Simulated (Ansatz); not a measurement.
The atomisation energy (no zero-point term) down a group: Si to Sn

Gas-phase molecules, one atom swapped for its congeners: C2HF3Si `C#C[Si](F)(F)F`; C2HF3Ge `C#[C][Ge]([F])([F])[F]`; C2HF3Sn `C#[C][Sn]([F])([F])[F]`. All are singlets with charge 0.

Shapes, held fixed at every level: PBE0-D4/def2-TZVP. Programs: Ansatz 0.2.0. Values in eV.

| level | C2HF3Si | C2HF3Sn |
| --- | --- | --- |
| HF/def2-SVP | 25.12 | 19.16 |
| r2SCAN-D4/def2-TZVPP | 35.05 | 29.08 |
| wB97M-V/def2-TZVPP | 34.99 | 28.98 |
| B2PLYP/def2-TZVPP | 34.73 | 28.74 |
| CCSD/def2-TZVPP | 33.41 | 27.47 |
| CCSD(T)/def2-TZVPP | 34.08 | 28.25 |

(1) Estimate the column for C2HF3Ge from its neighbours.

Results:

(1) The mean of the neighbours at CCSD(T)/def2-TZVPP is 31.16 eV, against 30.33 from the run. All rows: HF/def2-SVP 21.51; r2SCAN-D4/def2-TZVPP 31.06; wB97M-V/def2-TZVPP 30.84; B2PLYP/def2-TZVPP 30.73; CCSD/def2-TZVPP 29.60; CCSD(T)/def2-TZVPP 30.33 eV. At CCSD(T)/def2-TZVPP the atomisation energy falls at every step, from 34.08 to 28.25 eV. Every level shows the same order. For atoms past krypton def2 sets carry core potentials with scalar relativity. Relativity is left out for Ge. Outer-core shells of Ge, Sn are correlated in most correlated rows, in sets that cover them unevenly. Spin-orbit coupling, which grows down the group, is left out (summed over each molecule's free atoms 0.08, 0.18, 0.36 eV). Coupled cluster in double- or triple-zeta sets underbinds by a few per cent against its basis-set limit. CCSD also lacks the triples, which bind further.

The atomisation energy falls from Si to Sn at every level, but not evenly: the larger drop comes between Si and Ge, so the Ge compound lies below the mean of its neighbours in every row. Since the ethynyl fragment is common to all three, the trend probably reflects mainly the three M–F bonds, with a smaller part from M–C. Si–F bonds are exceptionally strong, combining high polarity with short contacts and some donation from fluorine lone pairs into Si–F antibonding orbitals. In Ge the filled 3d shell screens the nuclear charge poorly, which makes the atom more electronegative than simple descent of the group would suggest and reduces the ionic part of its bonds to fluorine. From Ge to Sn, greater bond polarity probably offsets part of the loss from longer bonds and more diffuse valence orbitals. Hartree–Fock gives far weaker total binding yet much the same fall from Si to Sn, which suggests that the trend is not chiefly a correlation effect. These totals do not give the strength of any individual bond.
